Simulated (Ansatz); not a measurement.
## A series in volume scale on Al

Results calculated with Ansatz 0.2.0, not measured. Periodic Kohn-Sham DFT of a crystal at fixed atoms, scaled to volume_scale times the given cell; pressure positive in compression, energy less spherical unpolarised free atoms, largest_vzz the field gradient of largest size among the nuclei.

The cell before it is scaled or strained (space group Fm-3m, No. 225):
```
CELL_PARAMETERS angstrom
0.00000 2.02400 2.02400
2.02400 0.00000 2.02400
2.02400 2.02400 0.00000
ATOMIC_POSITIONS crystal
Al 0.00000 0.00000 0.00000
```

Settings of every row: method all-electron PAW; functional PBEsol; relativity scalar; k mesh 14x14x14; filling fermi-dirac; smearing width 0.05 eV; nucleus gaussian.

Atom start moment: 0 on all atoms.

| row | volume scale | V (Å³/atom) | pressure (GPa) |
| --- | --- | --- | --- |
| 1 | 0.94 | 15.588 | 3.056 |
| 2 | 0.96 | 15.92 | 1.15 |
| 3 | 0.98 | 16.251 | -0.567 |
| 4 | 0.99 | 16.417 | -1.357 |
| 5 | 1 | 16.582 | -2.103 |
| 6 | 1.01 | 16.749 | -2.806 |
| 7 | 1.02 | 16.915 | -3.467 |
| 8 | 1.04 | 17.246 | ? |
| 9 | 1.06 | 17.578 | -5.714 |

Question: what pressure should row 8 give?

Worked fit of pressure. Take u = (V_r/V)^(2/3) − 1 with V_r = 16.5 Å³ an atom, which is twice the finite (Eulerian) strain; such expansions in the strain, on which the Birch-Murnaghan equation of state is built, carry the rest volume and the bulk modulus. The shown rows have u = 0.03863, 0.02414, 0.01019, 0.00337, -0.0033, -0.00994, -0.01642, -0.04131. Least squares give pressure = −1.7359 + 111.325 × u + 346.36 × u² − 426 × u³ GPa; a parabola predicts inner rows, each left out in turn, worse (root mean square 0.007 against 0.0033 GPa). The rows lie off it by -0.001, 0.003, -0.001, 0.000, -0.004, 0.002, 0.002, 0.000. The pressure vanishes at u = 0.0149, or V = 16.14 Å³ an atom, and there the bulk modulus at fixed shape and fractions is B = −V dP/dV = (2/3)(1 + u) dP/du = 82.1 GPa. The withheld row has u = -0.02905, so the fit gives −1.7359 + 111.325 × (-0.02905) + 346.36 × (-0.02905)² − 426 × (-0.02905)³ = -4.667 GPa.

The calculation gave -4.666 GPa. The fit lies 0.001 GPa (0.011 % of the column's range) below it, one unit of the last digit.
